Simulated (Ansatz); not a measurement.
Li: the change of pressure with volume scale

All results are calculated (Ansatz 0.2.0). Periodic Kohn-Sham DFT of a crystal at fixed atoms, scaled to volume_scale times the given cell; pressure positive in compression, energy less spherical unpolarised free atoms, largest_vzz the field gradient of largest size among the nuclei.

The cell before it is scaled or strained (space group Im-3m, No. 229):
```
CELL_PARAMETERS angstrom
-1.71780 1.71780 1.71780
1.71780 -1.71780 1.71780
1.71780 1.71780 -1.71780
ATOMIC_POSITIONS crystal
Li 0.00000 0.00000 0.00000
```

Settings of every row: method frozen-core PAW; functional PBE; relativity scalar; k mesh 14x14x14; filling fermi-dirac; smearing width 0.03 eV; wave cutoff 420 eV; paw set soft_2.

Atom start moment: 0 on all atoms.

| row | volume scale | V (Å³/atom) | pressure (GPa) |
| --- | --- | --- | --- |
| 1 | 0.96 | 19.465 | 0.617 |
| 2 | 0.98 | 19.87 | 0.299 |
| 3 | 1 | 20.274 | ? |
| 4 | 1.02 | 20.681 | -0.259 |
| 5 | 1.04 | 21.087 | -0.503 |

Question: what pressure should row 3 give?

Worked fit of pressure. Take u = (V_r/V)^(2/3) − 1 with V_r = 20.276 Å³ an atom, which is twice the finite (Eulerian) strain; such expansions in the strain, on which the Birch-Murnaghan equation of state is built, carry the rest volume and the bulk modulus. The shown rows have u = 0.02759, 0.01358, -0.0131, -0.02581. Least squares give pressure = 0.0072 + 20.895 × u + 43.7 × u² GPa; a straight line predicts inner rows, each left out in turn, worse (root mean square 0.018 against 6.4e-05 GPa). All shown rows lie on it to the printed digit. The pressure vanishes at u = -0.0003, or V = 20.29 Å³ an atom, and there the bulk modulus at fixed shape and fractions is B = −V dP/dV = (2/3)(1 + u) dP/du = 13.9 GPa. The withheld row has u = 7e-05, so the fit gives 0.0072 + 20.895 × (7e-05) + 43.7 × (7e-05)² = 0.009 GPa.

The calculation gave 0.008 GPa. The fit lies 0.001 GPa (12 % of the value, 0.089 % of the column's range) above it, one unit of the last digit.
